Removing one 4d electron from an ion with the closed shell [Kr]4d¹⁰ costs tens of electronvolts at charge 2 and about half a kiloelectronvolt at charge 17. A formula with two fitted numbers gives this energy to within 0.3 % of the non-relativistic Hartree-Fock value in every row below. It treats the electron as a hydrogen-like one with $n=4$, bound by an effective charge that grows a little faster than the ionic charge. Relativity then takes off between half an electronvolt and two and a half, and the fine structure of the ion left behind takes off up to about two more. Roughly one and a half has to be put back, most likely for electron correlation. The magnetic (Breit) part is at most about two tenths, and the QED part is a few hundredths at most.

B-spline radial atomic code, version 1: ionisation energies (IE) of [Kr] 4d10 ions as differences of configuration-averaged Hartree-Fock energies, non-relativistic (point nucleus) and Dirac-Coulomb (Fermi nucleus). The Breit and QED (radiative potential) parts are first-order values not included in the IE columns. NIST values run from ground level to ground level.

```
species   Z  charge (e)  ion's configuration  IE, non-rel. (eV)  IE, Dirac (eV)  IE(Dirac) − IE(non-rel.) (eV)  Breit part of IE (eV)  QED part of IE (eV)  NIST table (eV)  kind of table value  stated uncertainty (eV)
   Cd2+  48           2             [Kr] 4d9            36.6923         36.0866                        -0.6056                0.00675              0.00417           37.468             measured                    0.006
   In3+  49           3             [Kr] 4d9            55.4714         54.6922                        -0.7792                0.00493              0.00562            55.45             measured                     0.04
   Sn4+  50           4             [Kr] 4d9            76.4539         75.5086                        -0.9453                0.00162              0.00709            77.03             measured                     0.04
   Sb5+  51           5             [Kr] 4d9            99.5229         98.4174                         -1.106               -0.00314              0.00859            99.51             measured                     0.05
   Te6+  52           6             [Kr] 4d9            124.601         123.340                         -1.261               -0.00933               0.0101            124.2             measured                     0.06
    I7+  53           7             [Kr] 4d9            151.632         150.221                         -1.412                -0.0170               0.0117           150.81             measured                      0.1
   Xe8+  54           8             [Kr] 4d9            180.577         179.019                         -1.558                -0.0261               0.0133           179.84             measured                     0.12
   Cs9+  55           9             [Kr] 4d9            211.403         209.705                         -1.698                -0.0367               0.0150            213.3             measured                      2.5
  Ba10+  56          10             [Kr] 4d9            244.086         242.253                         -1.833                -0.0489               0.0167              241               theory                      2.4
  La11+  57          11             [Kr] 4d9            278.606         276.645                         -1.961                -0.0627               0.0185              275               theory                      2.5
  Ce12+  58          12             [Kr] 4d9            314.948         312.866                         -2.081                -0.0781               0.0204              312               theory                        3
  Pr13+  59          13             [Kr] 4d9            353.097         350.904                         -2.193                -0.0953               0.0223              350               theory                        3
  Nd14+  60          14             [Kr] 4d9            393.042         390.747                         -2.295                 -0.114               0.0243              389               theory                        3
  Pm15+  61          15             [Kr] 4d9            434.774         432.389                         -2.385                 -0.135               0.0263              430               theory                        3
  Sm16+  62          16             [Kr] 4d9            478.284         475.821                         -2.463                 -0.158               0.0284              474               theory                        3
  Eu17+  63          17             [Kr] 4d9            523.565         521.038                         -2.527                 -0.182               0.0306              518               theory                        3
```

Start with the electron far outside the ion. If the ion has charge $q$ before the removal, what remains has charge $s=q+1$, and this is the charge that a distant electron would feel. In a pure Coulomb field the fourth shell would be bound by $\mathrm{Ry}\,s^2/16$, where Ry is the Rydberg energy and $\mathrm{Ry}/16=0.850$ eV. For Sn⁴⁺, with $s=5$, that gives only about 21 eV, against 76.5 eV in the column "IE, non-rel.". The 4d electron isn't outside the ion. It moves among the 4s, 4p and other 4d electrons, which therefore screen the nucleus only in part. Call the part of the nuclear charge that they fail to hide $p$, and write

$$\mathrm{IE}\approx 0.850\ \text{eV}\times(s+p)^2 .$$

Solving this for $p$ in each row gives 3.6 for Cd²⁺, 5.9 for Ba¹⁰⁺ and 6.8 for Eu¹⁷⁺. The unscreened part nearly doubles along the series, though the number of electrons stays at 46. It does so with falling speed, and a logarithm follows it well:

$$p=1.56+1.82\,\ln s .$$

The two numbers come from a least-squares fit of the relative errors over all sixteen rows, rounded to two decimals. By hand it is enough to know that $\ln 2$, $\ln 3$ and $\ln 5$ are 0.69, 1.10 and 1.61, or that doubling $s$ adds about 1.3 to $p$.

Helium and the other two-electron ions (Li⁺, Be²⁺ and so on) show what is ordinary here and what is not. There the same construction, with $n=1$, gives an unscreened part that tends to 3/8 at high nuclear charge and is already about one third in helium itself (a rough, recalled figure). It hardly moves, because both electrons sit in the same shell and shrink together. The comparison holds for the idea of partial screening and for the approach to a constant at high charge. It fails for the drift, since a 4d electron has shells of other sizes beneath it, and they don't shrink at the same rate.

Orbital radii from the same Dirac calculations make this visible for two ions. From Sb⁵⁺ to Ba¹⁰⁺ the mean radius of the 4d₅/₂ orbital falls from 1.0 to 0.78 bohr, or by 22 %. The 4p₃/₂ orbital shrinks by 17 % and the 3d₅/₂ orbital by 13 %. The 4d electron is thus drawn in relative to the shells that screen it. The reason is that the deep shells already feel most of the nucleus, so that one more proton is a small relative change for them. For the weakly bound 4d electron it is a large one. A closer overlap with the screening electrons means poorer screening, and so a larger $p$. The last step is an argument, but the radii agree with it.

The effective charge stands for the energy and not for the size of the orbital. A hydrogen-like 4d orbital has a mean radius of $21/Z_\text{eff}$ bohr. With the charge 10.8 that fits the energy of Sb⁵⁺ this would be 1.9 bohr, about twice the calculated radius. The electron really moves in a stronger field than $s+p$ suggests, while repulsion from charge around and outside it raises its energy. The single number $p$ lumps these effects together, and neither 1.56 nor 1.82 has a meaning of its own.

Sn⁴⁺ shows the whole procedure. With $s=5$,

$$p=1.56+1.82\times1.61=4.49,\qquad s+p=9.49,$$

$$\mathrm{IE}\approx0.850\ \text{eV}\times 9.49^2=76.6\ \text{eV}.$$

The non-relativistic calculation gives 76.5 eV. To reach the energy between real ground levels, three small amounts have to be added.

The first is relativity. The column "IE(Dirac) − IE(non-rel.)" is negative in every row: relativity makes the 4d electron easier to remove. The likely explanation is indirect. Electrons in s and p orbitals pass close to the nucleus, move fast there, and are pulled inwards. They then screen the nucleus better for the 4d electron, which its angular momentum keeps away from the centre. The 4d electron has a direct relativistic gain in binding too, but a smaller one. The table shows only the sum of the two. That sum is roughly $-0.26\,s^{0.81}$ eV, from a straight-line fit of the logarithms over all rows, which makes $-0.96$ eV for Sn⁴⁺.

The second is fine structure. The ion left behind has nine 4d electrons, and its hole gives two levels, with total angular momentum 5/2 and 3/2. The calculation averages over them, with weights 6 and 4, whereas a tabulated ionisation energy ends at the lower level, 5/2. That level lies two fifths of the splitting below the average, and the estimate must come down by as much. Splittings estimated from the 4d orbitals of Sb⁵⁺, Ba¹⁰⁺ and Nd¹⁴⁺ are matched by a lowering of $0.059\,s^{1.24}$ eV. This is 0.43 eV for Sn⁴⁺. With three ions behind it, one of them treated non-relativistically, the formula is an interpolation for the middle of the series and an extrapolation at its ends. By hand there is a shortcut: the formulas for relativity and fine structure together take off close to $0.27\,s$ eV.

The third is what Hartree-Fock leaves out. After the Dirac value has been corrected for fine structure, Breit and QED parts, the measured energies still lie higher. Over the seven rows with a measured value good to about 0.1 eV the gap averages 1.6 eV, and it runs from 1.08 to 1.95 eV. Missing correlation is the natural cause. Electrons avoid one another in a way that an averaged field can't describe, and this lowers the energy of the ion with ten 4d electrons more than that of the ion with nine. The calculation contains no correlated result to prove it, so the 1.6 eV remains an empirical constant with a plausible name.

For Sn⁴⁺ the sum is

$$76.6-0.96-0.43+1.6\approx76.8\ \text{eV},$$

against a measured 77.03 eV. This ion took part in the fit of $p$ and in the average that gave 1.6 eV, so the agreement illustrates the rule and doesn't test it.

Nd¹⁴⁺ lies near the other end. Here $s=15$ and $\ln 15=1.10+1.61=2.71$, so that $p=6.49$ and

$$\mathrm{IE}\approx0.850\ \text{eV}\times21.49^2\approx392.5\ \text{eV},$$

which is the non-relativistic result to 0.1 %. Relativity takes off 2.3 eV and fine structure 1.7 eV, and correlation adds 1.6 eV. The estimate becomes about 390 eV. The NIST table has 389 eV, itself a theoretical value with an uncertainty of 3 eV. This row too was used to fit $p$, though not to find the correlation constant.

A fairer test of the logarithm is to fit it to part of the series. Fitted to the eight ions from Cd²⁺ to Cs⁹⁺, it predicts the non-relativistic value of Eu¹⁷⁺ to 0.1 %. Fixed by Sb⁵⁺ and Nd¹⁴⁺ alone, it is worst for Cd²⁺, which comes out 0.7 % too low. Two reliable values are thus enough to set up the rule for the series. The drift in $p$ is what makes it work. A constant $p$ with an adjustable $n$, which is the straight line of Moseley's law, also has two free numbers but misses Cd²⁺ by almost 9 %.

Against experiment, the estimate with its three additions has a root-mean-square error of 0.3 eV over the seven well-measured ions. The constant 1.6 eV was adjusted to these same ions. The largest error among them is 0.6 eV, for In³⁺, and it deserves a second look. From Cd²⁺ to In³⁺, Sn⁴⁺ and Sb⁵⁺ the measured energy climbs by 18.0, 21.6 and 22.5 eV, while the non-relativistic one climbs by 18.8, 21.0 and 23.1 eV. The calculated steps grow evenly and the measured ones don't. Correlation in a closed-shell series should change smoothly, so I would suspect the tabulated In³⁺ value before the physics, but these numbers can't settle it. Cs⁹⁺ is the other odd case. The estimate falls 3.4 eV below a value stated to 2.5 eV, and its neighbours show no such gap.

From Ba¹⁰⁺ onwards the reference is theory, given with uncertainties of 2.4 to 3 eV. The full estimate lies above it in all eight rows, by 0.4 to 2.6 eV, and within the stated uncertainty each time. Without the correlation constant, the Dirac energies corrected for fine structure, Breit and QED parts would match this reference on average, so it lends the constant no support. Whether the constant still holds at these charges can't be decided from values with such uncertainties.

The size of the additions explains a trap in the table. For Sb⁵⁺ the non-relativistic energy agrees with the measured one to about 0.01 eV, while the Dirac energy is 1.1 eV too low. The simpler theory isn't the better one. It omits a lowering of 1.1 eV by relativity, leaves out another 0.5 eV of fine structure, and lacks about 1.6 eV of correlation that acts the other way. The errors cancel at this charge. They cannot go on cancelling, because relativity and fine structure grow along the series, and by I⁷⁺ the non-relativistic value is 0.8 eV too high.

One effect must not be added again. When the electron leaves, the remaining ones contract, which makes the removal cheaper. The energies in the table are differences between two separately optimised ions, and so they include this relaxation. Someone who starts from a 4d orbital energy instead has to subtract it. It comes to 1.7 to 1.8 eV in Sb⁵⁺, Ba¹⁰⁺ and Nd¹⁴⁺, the three ions for which it was worked out.

The rule should be kept to charges from 2 to 17. At high charge theory requires $p$ to level off, as in the helium series, whereas a logarithm rises for ever. The first sign is already there: in the last rows the calculated $p$ grows more slowly than the formula, and the estimate passes from slightly too low to 0.3 eV too high at Eu¹⁷⁺. Further up it should overshoot more and more. The relativistic formula has a similar fault. Between the first two ions the shift deepens by 0.17 eV, between the last two by only 0.06 eV, and a power law can't follow such a flattening. A likely reason is that the direct gain in binding of the 4d electron catches up with the indirect loss. At low charge the trouble is different, for there the 4d electron is loosely held and its screening changes fastest from one ion to the next.

The same reasoning carries over to the neighbouring series with 45 electrons, where the 4d shell starts with nine. At equal $s$ the distant field is the same, but the nucleus has one proton fewer and there is one electron fewer to penetrate. The unscreened part, and with it the ionisation energy, should be slightly smaller. The Dirac calculations agree: Sn⁵⁺ needs 95.0 eV where Sb⁵⁺, with the same $s=6$, needs 98.4 eV. Along the series the deficit shrinks from about 4 % to 2 %, as it should when the small part of one proton's charge that a single 4d electron fails to hide is set against an ever larger effective charge. These energies are averages over configurations, though. The ion left behind now has eight 4d electrons and several terms, and its ground level can lie electronvolts below the average. The fine-structure formula and the constant of 1.6 eV therefore don't carry over.
